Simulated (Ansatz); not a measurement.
## La₂O₃: energy above lowest point against volume scale

Free energy against uniform scaling of the volume at fixed shape and fractions; periodic cell, basis, potentials, k mesh and filling as listed. The results are calculated, by Ansatz 0.2.0.

The cell before it is scaled or strained (space group P-3m1, No. 164):
```
cell vectors (Å)
   3.9308     0.0000     0.0000
  -1.9654     3.4042     0.0000
   0.0000     0.0000     6.1120
atoms (fractions of the cell vectors)
La  0.66667  0.33333  0.75376
La  0.33333  0.66667  0.24624
O   0.66667  0.33333  0.35411
O   0.33333  0.66667  0.64589
O   0.00000  0.00000  0.00000
```

Settings of every row: functional PBE; dispersion none; potentials PAW; wave cutoff 500 eV; density cutoff 2000 eV; k mesh 6x6x4; k shift 0x0x0; occupations fixed; smearing width 0 eV; spin none.

| row | volume scale | V (Å³/atom) | energy above lowest point (meV/atom) |
| --- | --- | --- | --- |
| 1 | 0.9 | 14.721 | 104.3 |
| 2 | 0.925 | 15.13 | ? |
| 3 | 0.95 | 15.539 | 29.5 |
| 4 | 0.975 | 15.948 | 10.1 |
| 5 | 1 | 16.357 | 0.6 |
| 6 | 1.025 | 16.766 | 0 |
| 7 | 1.05 | 17.175 | 7.1 |
| 8 | 1.075 | 17.584 | 20.9 |
| 9 | 1.1 | 17.993 | 40.6 |

Question: what energy above lowest point should row 2 give?

Worked fit of energy above lowest point. Take u = (V_r/V)^(2/3) − 1 with V_r = 16.561 Å³ an atom, which is twice the finite (Eulerian) strain; such expansions in the strain, on which the Birch-Murnaghan equation of state is built, carry the rest volume and the bulk modulus. The shown rows have u = 0.08168, 0.04338, 0.02546, 0.0083, -0.00817, -0.02398, -0.03917, -0.05379. Least squares give energy above lowest point = −0.69 + 36.7 × u + 15090 × u² + 2435 × u³ meV/atom; a parabola predicts inner rows, each left out in turn, worse (root mean square 0.19 against 0.045 meV/atom). The rows lie off it by 0.0, 0.0, 0.0, -0.1, 0.0, 0.0, 0.0, 0.0. Its lowest point lies at u = -0.0012, or V = 16.59 Å³ an atom, and the curvature there gives the bulk modulus at fixed shape and fractions, B = (4/9)(1 + u)² E″(u)/V = 129 GPa. Letting shape and atoms relax would as a rule lower it, by much in layered, chain or molecular crystals. The withheld row has u = 0.0621, so the fit gives −0.69 + 36.7 × (0.0621) + 15090 × (0.0621)² + 2435 × (0.0621)³ = 60.4 meV/atom.

The calculation gave 60.4 meV/atom. The fit meets it to the printed digit.
